Zero sound or first sound in KBr: how many rungs to pay for

Take a longitudinal [100] wave, strain s ∝ exp(iq·r − iΩt), shifting each thermal mode by δω = −γωs. With ω₂ = ω₁ + q·v and n′ = dn/dω, the intraband bubble term (n₁ − n₂)/(Ω + ω₁ − ω₂) is −n′q·v/(Ω − q·v). It gives 0 for q → 0 first, n′ for Ω → 0 first. The static value belongs to the isothermal modulus M_T. Subtracting it, with vertex ħωγ and mode heat capacity c_λ = −ħω²n′/T,

M − M_T = (CT/V)m, m = ⟨γ²Ω/(Ω − q·v)⟩,

⟨ ⟩ weighted by c_λ, C = Σc_λ. That is zero sound.

Question: Why are linewidths not enough?

They destroy energy. Rungs return it, and the summed ladder is the Peierls–Boltzmann equation at any Ωτ. My model has one τ, isotropic speed βc (c the sound speed), γ uncorrelated with direction, and momentum relaxed by umklapp. The fractional mode-temperature shift φ obeys

(1 − ix + ixβμ)φ = ixγs + ⟨φ⟩, x = Ωτ, μ = cos(q,v), m = −⟨γφ⟩/s.

Let g = ⟨1/(1 − ix + ixβμ)⟩, γ̄ = ⟨γ⟩, r = ⟨γ²⟩/γ̄². K rungs give m_K = −ixgγ̄²(r + g + … + g^K), hence exactly

m = −ixgγ̄²[r − (r−1)g]/(1 − g), δ_K = |m_K − m|/|m| = |g|^(K+1)/|r − (r−1)g|.

Formula H₁: to first order in x, m = γ̄²[1 − ix(r − 1 + β²/3)]. Formula H is its limit x → 0, m = γ̄². In a cubic crystal this is B_S − B_T = γ̄²C_V T/V. Formula Z: for x → ∞, m → rγ̄²L, L = ln[(1+β)/(1−β)]/2β, with deviation O(1/x).

Question: So iterate?

At small x, −ln|g| ≈ x²(1/2 + β²/3), so accuracy ε needs K ≈ ln(1/ε)/[x²(1/2 + β²/3)].

Count multiply-adds for N modes, treating the kernel as dense, one operation per element. H and Z are single sums: work N, memory N. The kernel and its widths cost N², each rung is a matrix–vector product: work (K+1)N², memory N². H₁ needs τ, hence the widths but no stored kernel: work N², memory N. Direct LU solution is exact: work N² + N³/3, memory N². A 20³ mesh with six branches has N = 48000, so LU costs as much as 16000 rungs.

Assumed: β = 0.3, r = 2, so rL = 2.06. Each δ is the relative deviation from the exact m.

x | m/γ̄² | δ_H | δ_H₁ | δ_Z | δ₀ | δ₁₀ | K(10⁻²) | K(10⁻⁴)
5×10⁻⁴ | 1.0000 − 0.0005i | 5.15×10⁻⁴ | 2.6×10⁻⁷ | 1.06 | 1.00 | 1.00 | 3.5×10⁷ | 7.0×10⁷
0.1 | 1.010 − 0.102i | 0.101 | 0.0101 | 1.04 | 0.980 | 0.930 | 871 | 1746
1 | 1.507 − 0.523i | 0.457 | 0.450 | 0.479 | 0.450 | 0.0140 | 11 | 25
10 | 2.051 − 0.112i | 0.515 | 5.0 | 0.0548 | 0.0515 | 6.6×10⁻¹² | 1 | 3

For 10⁻²: H in row one, then the ladder, which at x = 0.1 is still 18 times cheaper than LU; H₁ only just misses 10⁻² there. For 10⁻⁴: H₁ in row one, the ladder below. LU wins in no row. On a budget of order N: H through x = 1 (narrowly there), Z at 10. On 11N²: H₁ in rows one and two, ten rungs below. With memory N only, rebuild the kernel each rung, doubling the work; LU drops out.

Question: Your kernel has rank one. Why not Krylov?

Here that would finish at once, so this model cannot price it. What carries over is the rung eigenvalue tending to 1, which energy conservation forces.

Question: Where does KBr sit?

Compiled values: a = 6.6 Å (Wikipedia), C11 = 34.76 GPa (Oses 2018, temperature unstated), κ = 3.4 W/(m K) (Toher 2017). Assumed: formula mass 119.0 u, 6k_B per primitive cell, T = 300 K. Then ρ = 2.75 g/cm³, c = 3.56 km/s, C/V = 1.15 MJ/(m³ K), CT/V = 0.346 GPa, τ = 3κV/(Cβ²c²) = 7.8 ps. Assumed probes of 10 MHz (ultrasound) and 0.2 THz (neutrons) give x = 4.9×10⁻⁴ and 9.8. With a typical γ̄ = 1.5 the model lifts C11 above isothermal by 0.78 GPa (H) and 1.61 GPa (Z). The gap, 0.83 GPa or 2.4 % of C11, is the model's: it goes as rL − 1, and r is a guess, so only its order counts. At the 10⁻² level, H serves ultrasound and one rung serves neutrons; the long ladder belongs in between.